**1. The beam.** The inputs are illustrative. Electrons of kinetic energy $T=300$ keV, typical of a transmission microscope and longitudinally polarized, cross a spiral hologram of topological charge $\ell=100$ and outer radial pitch 100 nm. Round magnetic lenses demagnify the first order 1000 times, so the radial period is $\Lambda=100$ pm and $\kappa=2\pi/\Lambda$. The beam is idealized as a Bessel state with $J_z$ eigenvalue $m=201/2$ and helicity $\lambda=+1/2$. Two numbers are wanted: the radius of the first bright ring, and the shift that the tilted spin gives it. Formulas use $\hbar=c=1$, electron mass $m_e$, $\gamma=E/m_e$, $\beta=p/E$.

## Estimate by hand

**2. Cone.** With $m_ec^2\approx0.51$ MeV, $T+2m_ec^2\approx1.32$ MeV and $pc\approx\sqrt{0.3\times1.32}\approx0.63$ MeV. With $hc\approx1.24$ MeV pm the wavelength is about 2 pm, so the cone half-angle is $\theta\approx2/100=0.02$ rad, and $1/\kappa\approx16$ pm.

**3. Ring.** A ray with transverse momentum $\kappa$ and angular momentum $\ell$ comes no closer to the axis than $\ell/\kappa$. Rays pile up there, so $r\approx100\times16$ pm $=1.6$ nm.

**4. Shift.** Each spin points along its own momentum, tilted by $\theta$, and is found down along $z$ with probability $\theta^2/4\approx1\times10^{-4}$. Since $J_z$ is fixed, that part carries orbital index 101 and its ring lies $1/\kappa$ farther out. A weighted mean moves the peak outward by $10^{-4}\times16$ pm $=1.6$ fm.

## Careful calculation

**5. The spinor and its phase.** In the Dirac representation, for $\mathbf p=p\,\mathbf n(\theta,\phi_p)$,
$$u_{\mathbf p\lambda}=\sum_{\sigma=\pm1/2}e^{-i\sigma\phi_p}\,d^{1/2}_{\sigma\lambda}(\theta)\,U_\sigma^{(\lambda)},\qquad U_\sigma^{(\lambda)}=\frac{1}{\sqrt{2E}}\begin{pmatrix}\sqrt{E+m_e}\;w_\sigma\\ 2\lambda\sqrt{E-m_e}\;w_\sigma\end{pmatrix},$$
where $\sigma_zw_\sigma=2\sigma w_\sigma$, $d_{++}=d_{--}=\cos\frac\theta2$ and $d_{-+}=-d_{+-}=\sin\frac\theta2$. The lower half is $\boldsymbol\sigma\cdot\mathbf p/(E+m_e)$ acting on the upper half. Because $\boldsymbol\sigma\cdot\mathbf n$ gives just $2\lambda$, both halves hold the same two-spinor, and $U_\sigma$ depends on $\lambda$. With this phase the plane wave is $e^{-i\phi_pJ_z}$ applied to the one at $\phi_p=0$.

**6. Why the label is $m$.** The average $\int\frac{d\phi_p}{2\pi}e^{im\phi_p}u_{\mathbf p\lambda}e^{i\mathbf p\cdot\mathbf r}$ therefore contains $e^{i\phi_p(m-J_z)}$ and projects on $J_z=m$. The integrand is single-valued only for half-integer $m$. With $\kappa=p\sin\theta$, $p_z=p\cos\theta$ and
$$\int_0^{2\pi}\frac{d\phi_p}{2\pi}\,e^{in\phi_p+i\kappa r\cos(\phi_p-\phi)}=i^nJ_n(\kappa r)\,e^{in\phi},\qquad n=m-\sigma,$$
dropping the common phase $i^m$ and the factor $e^{-iEt}$,
$$\psi=e^{ip_zz}\sum_\sigma i^{-\sigma}d^{1/2}_{\sigma\lambda}(\theta)\,J_{m-\sigma}(\kappa r)\,e^{i(m-\sigma)\phi}\,U^{(\lambda)}_\sigma .$$
The $\sigma=-\frac12$ term has phase $i$ relative to the $\sigma=+\frac12$ term; without it $\psi$ would not solve the Dirac equation.

**7. Density and current.** Since $U^{(\lambda)\dagger}_\sigma U^{(\lambda)}_{\sigma'}=\delta_{\sigma\sigma'}$,
$$\rho=\cos^2\tfrac\theta2\,J_{m-\lambda}^2(\kappa r)+\sin^2\tfrac\theta2\,J_{m+\lambda}^2(\kappa r).$$
Neither $E$ nor $m_e$ appears, so at fixed $\theta$ the profile as a function of $\kappa r$ is the same at every energy, and the same as for a Pauli spinor. The energy is no third free parameter, because $\kappa$ and $\theta$ fix $p=\kappa/\sin\theta$ and hence $E$. It shows in the current $\psi^\dagger\boldsymbol\alpha\psi$:
$$j_\phi=\beta\sin\theta\,J_{m-1/2}J_{m+1/2},\qquad j_z=\beta\left[\cos^2\tfrac\theta2J_{m-\lambda}^2-\sin^2\tfrac\theta2J_{m+\lambda}^2\right].$$
At the zeros of $J_{m-\lambda}$ the density stays finite and $j_z$ is negative.

**8. Kinematics.** Here $\gamma=1.5871$, $pc=629.76$ keV, the wavelength is 1.9687 pm, $\theta=19.689$ mrad, $\tan^2(\theta/2)=9.692\times10^{-5}$ and $1/\kappa=15.915$ pm.

**9. Ring.** Put $x=\kappa r$ and $\rho=\cos^2\frac\theta2\,[J_\ell^2+\tan^2\frac\theta2\,J_{\ell+1}^2]$ with $\ell=100$. The first zero of $J_{100}'$ is $x_0=103.7684$, so $r_0=1.652$ nm. For the same $m$ and $\lambda=-\frac12$ the main term is $J_{101}$, peaking at 104.7808. The spacing is 1.0124 in $x$, or 16.1 pm.

**10. Shift in closed form.** To first order in $\tan^2\frac\theta2$, $\rho'=0$ gives $\delta x=-\tan^2\frac\theta2\,J_{\ell+1}J'_{\ell+1}/(J_\ell J_\ell'')$ at $x_0$. There $J_\ell'=0$, so the recurrences and Bessel's equation give
$$J_{\ell+1}=\frac{\ell}{x_0}J_\ell,\qquad J'_{\ell+1}=\Big[1-\frac{\ell(\ell+1)}{x_0^2}\Big]J_\ell,\qquad J_\ell''=-\Big[1-\frac{\ell^2}{x_0^2}\Big]J_\ell ,$$
$$\delta x=\tan^2\frac\theta2\;\frac{\ell}{x_0}\Big[1-\frac{\ell}{x_0^2-\ell^2}\Big].$$
With $x_0^2-\ell^2=767.88$ the last two factors are 0.9637 and $1-0.1302=0.8698$, with product 0.838. Then $\delta x=8.12\times10^{-5}$ and $\delta r=1.29$ fm for the pure state.

**11. Whether the optics deliver a helicity state.** Add $\epsilon\,\psi_{\lambda=-1/2}$ of the same $m$. Because $U_\sigma^{(+)\dagger}U_\sigma^{(-)}=[(E+m_e)-(E-m_e)]/2E=1/\gamma$, the weight of $J_{\ell+1}^2$ becomes, at small angle, $\theta^2/4+\theta\,\mathrm{Re}\,\epsilon/\gamma+|\epsilon|^2$.

The hologram is an electrostatic potential. In first Born order the amplitude $u_{\mathbf p'}^\dagger u_{\mathbf p}$ turns the incident $w_+$ into $[1+b\,\boldsymbol\sigma\cdot\mathbf n]\,w_+$ with $b=(\gamma-1)/(\gamma+1)$. Projection on the two helicities gives $\epsilon=-\theta/2\gamma$, and the weight is $\beta^2\theta^2/4$. Right behind the hologram the minority weight is thus $\beta^2=0.603$ of the helicity value.

Static magnetic fields conserve $\boldsymbol\Sigma\cdot\boldsymbol\pi$, with $\boldsymbol\pi$ the kinetic momentum, because it commutes with the Dirac Hamiltonian. The lenses therefore open the cone while $|\epsilon|$ keeps its value $\theta/(2000\gamma)$. The relative change of the weight, at most $4|\epsilon|/\gamma\theta$, is then $2/(1000\gamma^2)=7.9\times10^{-4}$. The anomalous moment $a_e\approx\alpha/2\pi$ turns the spin against the momentum by $a_e\gamma$ times the deflection. For a deflection of order $\theta$, $|\epsilon|\sim a_e\gamma\theta/2$ and the relative change is about $\alpha/\pi=2.3\times10^{-3}$. Both terms touch the third figure, so the model's shift is 1.3 fm.

## Why the two differ

**12. Radius.** The unrounded ray value is $\ell/\kappa=1.592$ nm, and $r_0$ exceeds it by 3.8 per cent. Rounding up to 1.6 nm hid a small part of this. Near $x=\ell$ Bessel's equation reduces to $J''\approx-2(x-\ell)J/\ell$, solved by $A(t)=\mathrm{Ai}(-t)$ with $t=(x-\ell)/s$ and $s=(\ell/2)^{1/3}=3.684$. The ray radius is the turning point, where the radial momentum vanishes. The wave peaks inside the allowed region at $t_0=1.0188$, which gives $x_0-\ell\approx t_0s=3.753$, nearly all of the exact 3.7684. The relative miss falls as $\ell^{-2/3}$.

**13. Shift.** The ratio $1.29/1.6$ splits exactly into four factors:

| source | factor |
|---|---|
| $\tan^2(\theta/2)$ against $10^{-4}$ | 0.9692 |
| $1/\kappa$ against 16 pm | 0.9947 |
| $\ell/x_0$ | 0.9637 |
| $1-\ell/(x_0^2-\ell^2)$ | 0.8698 |
| product | 0.808 |

The first two are rounding: the 2 pm wavelength enters squared. The third is the ratio $J_{101}/J_{100}$ at $x_0$ and is the turning-point displacement of comment 12 again.

**14. The largest factor is skewness.** A weighted mean of peak positions is right for two equal parabolic peaks. Let $f=A^2$ be displaced by $\Delta$ in $t$. Its slope at $t_0$ is $-\Delta f''+\frac12\Delta^2f'''$, so the shift per unit weight is $\Delta[1-\Delta f'''/2f'']$. From $A''=-tA$ and $A'(t_0)=0$ follow $f''=-2t_0A^2$ and $f'''=-2A^2$, so $f'''/f''=1/t_0$. With $\Delta=1/s$ the bracket is $1-1/(2t_0s)=1-0.133$, close to the exact $1-0.1302$. The curvature is set by the squared radial momentum, which falls toward the turning point. The $J_{101}$ ring is sampled on its inner flank, which is gentler than a parabola, so it pulls less. This correction decays only as $\ell^{-1/3}$, which is why $\ell=100$ does not remove it.

**15. Where the estimate fails outright.** An unpolarized source gives an equal mixture of $(m,\lambda)=(\frac{201}2,+\frac12)$ and $(\frac{199}2,-\frac12)$. The second has minority term $J_{99}^2$, and the steps of comment 10 give $\delta x=-\tan^2\frac\theta2\,\frac{\ell}{x_0}\big[1+\frac{\ell}{x_0^2-\ell^2}\big]$, with coefficient $-1.089$. The hand argument predicts cancellation. The skewness term survives, with mean coefficient $-0.1255$ and a model shift of $-0.19$ fm, inward.

**16. Scale.** The ring has a width of order $s/\kappa=59$ pm, and a relative change of $\kappa$ by $\delta x/x_0=7.8\times10^{-7}$ moves it as far as the spin tilt does. A hologram of radius 10 µm spans 100 pitches and defines $\kappa$ only to about one part in 100. The model's 1.3 fm is therefore a property of the ideal state, far below what a finite hologram defines, while the model's 1.652 nm ring radius belongs, at these digits, to scalar Bessel optics.